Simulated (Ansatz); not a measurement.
BP: energy above lowest point against volume scale

Results calculated with Ansatz 0.2.0, not measured. Free energy against uniform scaling of the volume at fixed shape and fractions; periodic cell, basis, potentials, k mesh and filling as listed.

The cell before it is scaled or strained (space group F-43m, No. 216):
```
cell vectors (Å)
   0.0000     2.2690     2.2690
   2.2690     0.0000     2.2690
   2.2690     2.2690     0.0000
atoms (fractions of the cell vectors)
B   0.00000  0.00000  0.00000
P   0.25000  0.25000  0.25000
```

Settings of every row: functional PBE; dispersion none; potentials all-electron LAPW; k mesh 8x8x8; k shift 0x0x0; occupations fixed; smearing width 0 eV; spin none.

| row | volume scale | V (Å³/atom) | energy above lowest point (meV/atom) |
| --- | --- | --- | --- |
| 1 | 0.94 | 10.981 | 28.9 |
| 2 | 0.96 | 11.214 | 13.5 |
| 3 | 0.98 | 11.448 | 4.1 |
| 4 | 1 | 11.682 | 0 |
| 5 | 1.02 | 11.915 | 0.7 |
| 6 | 1.04 | 12.149 | 5.9 |
| 7 | 1.06 | 12.383 | ? |

Question: what energy above lowest point should row 7 give?

Worked fit of energy above lowest point. Take u = (V_r/V)^(2/3) − 1 with V_r = 11.565 Å³ an atom, which is twice the finite (Eulerian) strain; such expansions in the strain, on which the Birch-Murnaghan equation of state is built, carry the rest volume and the bulk modulus. The shown rows have u = 0.03515, 0.02076, 0.0068, -0.00669, -0.01968, -0.03231. Least squares give energy above lowest point = 1.39 + 302 × u + 13664 × u² meV/atom; a straight line predicts inner rows, each left out in turn, worse (root mean square 6 against 0.05 meV/atom). All shown rows lie on it to the printed digit. Its lowest point lies at u = -0.0111, or V = 11.76 Å³ an atom, and the curvature there gives the bulk modulus at fixed shape and fractions, B = (4/9)(1 + u)² E″(u)/V = 162 GPa. The withheld row has u = -0.04454, so the fit gives 1.39 + 302 × (-0.04454) + 13664 × (-0.04454)² = 15.0 meV/atom.

The calculation gave 15.1 meV/atom. The fit lies 0.1 meV/atom (0.35 % of the column's range) below it, one unit of the last digit. This row lies beyond the range of the fit.
